**Question**

I am looking at the bond critical points of a P₄O₃ cage. One apical phosphorus (atom 1) holds three oxygens, and each oxygen leads on to one of three basal phosphorus atoms (3, 4 and 6), which form a triangle.

QTAIM bond critical points of neutral singlet P₄O₃ in the gas phase, from a B3LYP/cc-pVTZ single point with PySCF 2.14.0 at the GFN2-xTB geometry. Atoms 1, 3, 4 and 6 are phosphorus; 2, 5 and 7 are oxygen. The energy density is the total, kinetic plus potential.

```
row  density (a.u.)  first atom  second atom  laplacian (a.u.)  ellipticity  energy density (a.u.)
  1           0.169       1.000        5.000             0.556        0.001                 -0.140
  2           0.169       1.000        2.000             0.555        0.001                 -0.140
  3           0.169       1.000        7.000             0.555        0.001                 -0.140
  4           0.157       6.000        7.000             0.527        0.028                 -0.124
  5           0.157       2.000        3.000             0.527        0.028                 -0.124
  6           0.157       4.000        5.000             0.527        0.028                 -0.124
  7           0.105       3.000        4.000            -0.092        0.540                 -0.050
  8           0.105       3.000        6.000            -0.092        0.540                 -0.050
  9           0.105       4.000        6.000            -0.092        0.540                 -0.050
```

I had learnt that a high density and a negative Laplacian both mark a covalent bond. Here the P–O bonds have the higher density but a positive Laplacian, while P–P has it the other way round. And why do the last three rows have such a large ellipticity? Is there some double bonding in the triangle?

**Answer**

Threefold symmetry reduces the nine rows to three kinds of bond: apical P–O (rows 1–3), basal P–O (4–6) and P–P (7–9). The two signs you learnt part company because density and Laplacian measure different things. The density at a bond point depends strongly on how far the atoms overlap, the Laplacian on how steeply their densities fall there.

Start from the limit of no bonding at all: put neutral free atoms at the same places and add up their densities. This sum already gives 95% of the density at the apical P–O points and 98% at the basal ones, but only 72% at the P–P points. The P–O points are therefore denser mainly because a short distance brings a compact oxygen atom close to phosphorus.

What bonding adds follows a different order. The build-up over the free atoms is largest at P–P, about 0.029 a.u., three times that at apical P–O, and it is smallest at basal P–O. Between two like atoms, the shared charge gathers around the middle, where the bond point lies. In P–O much of it should move on towards oxygen, past the bond point, so a small build-up there does not mean a weak bond.

Now the Laplacian, which is the sum of three curvatures of the density. Across the bond the density falls on both sides, which counts as negative; along the bond it rises towards both nuclei, which counts as positive. At apical P–O the two parts are −0.55 and +1.11, at P–P they are −0.20 and +0.11. So the density is more sharply gathered about the axis in P–O than in P–P, and the positive sign comes entirely from the curvature along the bond.

Two limiting cases show why that curvature is so large. Between equal atoms the bond point lies near the middle, in the gently falling outer part of both. Between very unequal atoms it is pushed towards the less electronegative one, up the steep flank of its density. In apical P–O it lies 0.65 Å from phosphorus and 0.99 Å from oxygen.

A simple picture makes this quantitative. Let the two densities fall off exponentially along the bond, at rates $k_1$ and $k_2$. Their slopes cancel at the bond point, and the curvature along the bond is then $k_1k_2\rho$, where $\rho$ is the density there. Between P–P and apical P–O, $\rho$ rises only 1.6-fold but the curvature about tenfold, so in this picture most of the change comes from steepness.

The energy density $H$ completes the account. It is the sum of a kinetic part $G$, which is always positive, and a negative potential part, and the local virial theorem ties it to the Laplacian:

$$\tfrac14\nabla^2\rho = G + H .$$

At apical P–O, $G=0.279$ outweighs $H=-0.140$, and the Laplacian is positive. At P–P, $G$ is only 0.027, less than the size of $H$, and the Laplacian is negative. The relation is an identity and proves no cause, but it shows how both signs can occur together. A negative $H$ with a positive Laplacian is the usual pattern of a polar covalent bond, so the P–O rows should not be read as purely ionic.

The large ellipticity of P–P most likely comes from the ring, though there is no open-chain P–P bond here to compare with. Ellipticity is the ratio of the steeper to the softer curvature across the bond, less one; it is zero for a round bond. In an open chain the density would keep falling as you move away from a P–P bond on any side. In a small triangle, the inward side leads to a ring centre where the other two bonds keep the density up, so the fall in that direction should be soft. The calculated bond order of 0.95 also speaks for single bonds.

This can be tested without fitting anything. Let $x$ be the distance from the bond point towards the ring centre, $d$ the whole distance and $c$ the size of the softer curvature. The density has zero slope at both ends, and the simplest slope that meets this condition is $-c\,x(1-x/d)$. Integrated from 0 to $d$, it gives a total fall of

$$\Delta\rho = \frac{c\,d^2}{6}.$$

With $c=0.0803$ a.u. and $d=0.707$ Å, or 1.336 bohr, the estimate is $0.0803\times1.336^2/6=0.024$ a.u. The calculated density falls by the same amount, from 0.105 at the bond to 0.081 at the ring centre. Had the steeper curvature pointed inwards, the estimate would have been 0.037. The soft direction thus fits the ring, although such close agreement is better than so crude an interpolation deserves, and the three equivalent bonds make only one test. The output below gives these estimates and the parts of density and curvature for each row.

That leaves the step between the two kinds of P–O bond. The basal ones are 1.2% longer and have 7% less density. P–P is 37% longer than basal P–O, yet its density is only 33% lower. No single power law or exponential of density against length covers both steps, because changing the atoms also changes how far their densities reach. Density is a fair guide to length only between bonds of the same two elements, and even there the neighbours may matter.

They may matter here. Of the difference between apical and basal P–O, a little under half is already present in the superposed free atoms, and so goes with the distances and with where the bond point lies. The rest is a smaller build-up at the basal bonds. Apical phosphorus has three oxygen neighbours and basal phosphorus only one, which could change the build-up, but so could the longer bond itself. The lengths come from a tight-binding geometry, and a difference of 0.019 Å is small enough to depend on that choice. Would the basal bonds still have the smaller build-up if all six P–O distances were made equal?

Numerical output:

```
Parts in atomic units:
  row  length_A  free_atoms  build_up  curv_across  curv_along       G  absV_over_G
    1     1.642      0.1598  0.009187      -0.5498       1.106   0.279        1.502
    2     1.642      0.1598  0.009187      -0.5496       1.105  0.2788        1.502
    3     1.642      0.1598  0.009187      -0.5493       1.104  0.2788        1.502
    4     1.661      0.1543  0.002667      -0.4545      0.9815  0.2558        1.485
    5     1.661      0.1543  0.002667      -0.4545      0.9815  0.2558        1.485
    6     1.661      0.1543  0.002667      -0.4545      0.9815  0.2558        1.485
    7     2.278      0.0761    0.0289      -0.2039      0.1119   0.027        2.852
    8     2.278      0.0761    0.0289      -0.2039      0.1119   0.027        2.852
    9     2.278      0.0761    0.0289      -0.2039      0.1119   0.027        2.852
Free-atom share of density at apical P-O (percent): 94.56
Free-atom share of density at basal P-O (percent): 98.3
Free-atom share of density at P-P (percent): 72.48
Build-up at P-P over build-up at apical P-O (ratio): 3.145
Curvature along the bond, apical P-O over P-P (ratio): 9.875
Summed curvature across the bond, apical P-O over P-P (ratio): 2.695
Basal P-O longer than apical P-O (percent): 1.157
Density at basal P-O below apical P-O (percent): 7.101
P-P longer than basal P-O (percent): 37.15
Density at P-P below basal P-O (percent): 33.12
Apical less basal P-O, free-atom part (a.u.): 0.00548
Apical less basal P-O, build-up part (a.u.): 0.00652
Apical P-O point to P (A): 0.6478
Apical P-O point to O (A): 0.9938
P-P bond point to centre of P3 ring (A): 0.7071
Fall of density from P-P point to ring centre, computed (a.u.): 0.02415
Same fall estimated with the soft curvature (a.u.): 0.02389
Same fall estimated with the hard curvature (a.u.): 0.03679
```
